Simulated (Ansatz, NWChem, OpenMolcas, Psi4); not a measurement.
Computed against measured: atomisation enthalpy at 298 K

8 molecules of light elements (H to F); the atomisation enthalpy at 298 K in kJ/mol, computed less measured. Shapes, held fixed at every level: PBE0-D4/def2-TZVP. Flexible molecules stand in one conformer, not always the lowest. Thermal terms are harmonic and unscaled (PBE0-D4/def2-TZVP, PBE0/aug-cc-pVTZ); the spin-orbit lowering of the free atoms is taken from their spectra. Programs: Ansatz 0.2.0, NWChem 7.3.0, OpenMolcas 26.06, Psi4 1.11. A level may come from different programs for different species; with the same settings they agree closely. Measured values: Active Thermochemical Tables, NIST-JANAF tables.

Levels: A = TPSS/cc-pVTZ; B = MP2/cc-pVTZ; C = CCSD/cc-pVTZ; D = FCI/STO-3G.

```tsv
molecule	from tabulated heats	A	B	C	D
F2 (fluorine)	159	+30	+3	-47	+38
BOF (fluoro(oxo)borane)	1501	-39	+29	-107	-196
N2O (nitrous oxide)	1112	+45	+30	-146	-644
HOCN (cyanic acid)	1671	-7	+9	-126	-400
NF3 (SMILES FN(F)F)	843	+66	+6	-121	-291
C2H2O (ethynol)	2026	-11	+3	-123	-205
CH3N (SMILES C=N)	1755	+15	-43	-92	-165
N2H4 (hydrazine)	1721	+6	-74	-109	-372
```

Sum up the errors.


```csv
level,kind,mean error,mean absolute error,worst case
TPSS/cc-pVTZ,meta-GGA,+13.1,27.4,NF3
MP2/cc-pVTZ,perturbation theory,-4.6,24.6,N2H4
CCSD/cc-pVTZ,coupled cluster or CI,-108.9,108.9,N2O
FCI/STO-3G,exact in the basis,-279.4,288.9,N2O
```

On this set MP2/cc-pVTZ has the smallest mean absolute error and FCI/STO-3G the largest. MP2/cc-pVTZ is too high in 6 of 8; CCSD/cc-pVTZ is too low in 8 of 8; FCI/STO-3G is too low in 7 of 8. Heats of the atoms come from ATcT where it has them, that of boron, 570 kJ/mol, from recent work. The levels differ in basis as well as in method. The tabulated value of BOF is in doubt (older tables, estimates, or at odds with other calculations) and kept here. Over the 7 molecules whose values aren't doubted the mean absolute errors are A 25.7; B 24.0; C 109.1; D 302.1. The smallest two are near a tie. Correlated wave functions converge slowly with the basis. CCSD also lacks the triples, which bind further. The set is small.

Full configuration interaction fares worst because it is exact only within a minimal basis: without polarisation functions or radial flexibility, the valence shell can't adapt to bonding. Nitrous oxide, with its delocalised, charge-separated π system, suffers most, at -644 kJ/mol. Fluorine breaks the pattern at +38, which probably reflects unbalanced errors in atom and molecule rather than a sound description of its weak bond.

The small mean error of MP2 hides opposing deviations. Its two underbound molecules, methanimine and hydrazine, are the richest in hydrogen, which suggests that correlation gained on forming bonds to hydrogen is under-recovered, while second-order theory tends to exaggerate it in π systems such as nitrous oxide. TPSS overbinds most in NF3, nitrous oxide and fluorine, where electronegative atoms with lone pairs adjoin, a known difficulty for semilocal exchange, yet hydrazine is off by only +6. The near agreement of MP2 with experiment for several molecules therefore probably owes much to cancellation, and doesn't show that its correlation treatment is better than that of CCSD.
